Question

I am looking at GaSb squeezed and stretched equally in all directions. Volumes are per atom, and 28.818 Å³ is the pressure-free one.

GaSb (space group F-43m) at its r2SCAN-relaxed volume and under hydrostatic strain, computed with Ansatz 0.2.0 using r2SCAN, plane waves and PAW potentials. All runs use a 500 eV wave cutoff, an 8×8×8 k mesh and Fermi–Dirac smearing of width 0.02 eV, without spin polarisation or spin–orbit coupling.

```
volume (Å³/atom)  shortest distance (Å)  band gap (eV)  least direct gap (eV)
          28.388                  2.642          0.529                  0.529
          28.818                  2.655          0.414                  0.414
          29.691                  2.682          0.191                  0.191
          30.582                  2.708          0.000                  0.000
          31.490                  2.735          0.000                  0.000
          31.739                  2.742          0.000                  0.000
          32.416                  2.761          0.000                  0.000
```

1. Why does the gap shrink when the crystal expands?
2. How much does a small error in the lattice constant matter?
3. Does anything still change once the gap reads zero?
4. Could I have predicted that from the open rows?
5. What would spin–orbit coupling change, and which digits can I trust?
6. The pressures of these runs give a bulk modulus that drops oddly fast near 30.582 Å³. Is that physical?

Answer

1. The gap separates two kinds of level at the zone centre Γ. The lowest empty level is a single state, built from s orbitals of Ga and Sb in an antibonding combination. The valence top is a triplet of bonding p states. In the free atoms s lies below p, and only the strong coupling between neighbours pushes the antibonding s state above the bonding p states. Longer bonds weaken that coupling, so the s state sinks relative to the p states. This is standard bonding theory; the table shows only its result, a direct gap that falls from 0.529 to 0.191 eV over the first three rows.

2. It matters a great deal. From 28.818 to 29.691 Å³ the cell edges grow by 1 %, and the gap loses 0.22 eV, more than half its value. An edge wrong by only 0.1 % therefore shifts the gap by about 0.02 eV. Settle the lattice constant before you compare gaps.

3. Yes, the levels have changed places and continue to move apart. At 28.818 Å³ the occupations at Γ show a filled triplet below an almost empty single state. At 31.739 Å³ the single state is filled and lies below the triplet, which now holds four electrons in room for six. The Fermi level shows the same order in the other zero-gap rows. Without spin–orbit coupling the cubic symmetry keeps the triplet together, so a partly filled triplet means a gap of exactly zero. The zeros thus mark an inverted order of levels, which the gap column cannot resolve.

4. Largely, yes. Let Δ be the energy of the s state minus that of the p triplet, which equals the gap while it is open. Couplings between neighbours scale roughly as 1/d², where d is the shortest distance, and d grows as the cube root of the volume V. Hence

Δ = C + A·V^(−2/3)

with constants C and A fixed by the rows at 28.388 and 29.691 Å³. Relative to the first of these rows, 1/d² is lower by 2.95 % at 29.691 Å³ and by 4.84 % at 30.582 Å³, so the model gives for the latter

Δ = 0.529 − (0.529 − 0.191) × 4.84/2.95 ≈ −0.03 eV

That row was not used to set the constants. Its Fermi level shows how the six electrons are shared between triplet and single state, and this places the s state 0.025 eV below the triplet. The levels therefore cross near 30.5 Å³. At 31.739 Å³ the model gives −0.29 eV, slightly too deep against about −0.28 eV from the occupations.

5. Spin–orbit coupling would split the triplet and raise its upper part. For GaSb the splitting is roughly 0.75 eV (a recalled value), and a third of it, 0.25 eV, goes into raising the valence top. The gap at 28.818 Å³ would then be only about 0.16 eV, and the crossing would move down to roughly 29.5 Å³. The measured gap is about 0.8 eV, again recalled. The computed cell edge is roughly 0.6 % longer than the measured one (recalled too), but by answer 2 that explains only about 0.1 eV of the shortfall. For the rest, this functional places the s state too low against the p states, so real GaSb must be stretched further before its gap closes. Even the first decimal of the gap is therefore unsafe for the real material. The slope is more trustworthy: the computed 0.14 eV per GPa near zero pressure agrees with the measured size as I recall it.

6. Mostly it is an effect of the k mesh. Γ is one of 512 mesh points, and at the crossing nearly two electrons there move from the triplet to the s state. The energy of that state falls faster with volume, so the transfer adds a small outward push. The slope of the gap puts it at about 0.07 GPa, switched on almost entirely between 29.691 and 30.582 Å³.

The test is the pressure derivative of the bulk modulus, which should vary smoothly. As computed it runs 4.8, 6.7, 3.5 around the crossing; with the push removed it runs 4.7, 4.9, 5.2. A finer mesh gives Γ less weight and should shrink the kink. With this mesh, don't run an equation-of-state fit across the crossing without that correction. The output below lists the values for every step.

Output of the analysis:

```
Singlet minus triplet from two models in eV:
     row  printed gap  constant deformation potential  inverse square of bond length
  28.388        0.529                           0.529                          0.529
  28.818        0.414                          0.4158                         0.4146
  29.691        0.191                           0.191                          0.191
  30.582            0                        -0.03169                       -0.02623
   31.49            0                         -0.2521                         -0.237
  31.739            0                         -0.3114                        -0.2931
  32.416            0                         -0.4703                        -0.4418
Largest miss of the occupation method on the open rows in eV: 0.000309
Singlet minus triplet at 30.582 from occupations in eV: -0.02475
Singlet minus triplet at 31.739 from occupations in eV: -0.2763
Same with rounding at its deep end in eV: -0.2902
Same with rounding at its shallow end in eV: -0.2682
Deformation potential 28.388 to 28.818 in eV: -7.613
Deformation potential 28.818 to 29.691 in eV: -7.482
Deformation potential 29.691 to 30.582 in eV: -7.298
Deformation potential 30.582 to 31.739 in eV: -6.774
Gap change for edges 1 percent longer than at 28.818 in eV: -0.223
Gap change per GPa between 28.388 and 28.818 in eV: 0.1377
Crossing volume by interpolation in A3 per atom: 30.48
Volume expansion from 28.818 to the crossing in percent: 5.766
Rough gap at 28.818 with valence top raised by 0.25 eV: 0.164
Rough separation at 29.691 with valence top raised by 0.25 eV: -0.059
Rough crossing volume with that shift in A3 per atom: 29.46
Bulk modulus over the step ending at each row:
     row  pressure shift from Gamma GPa  modulus GPa  modulus without shift GPa  pressure derivative  derivative without shift
  28.388                      2.611e-07          n/a                        n/a                  n/a                       n/a
  28.818                      4.497e-06        55.54                      55.54                  n/a                       n/a
  29.691                       0.001148         49.9                      49.94                4.775                     4.741
  30.582                        0.06865        40.93                      43.21                6.669                     4.868
   31.49                        0.07483        36.91                      37.12                3.513                     5.165
  31.739                        0.07425        33.52                      33.45                5.188                     5.615
  32.416                        0.07269        31.05                      30.97                5.297                     5.307
```
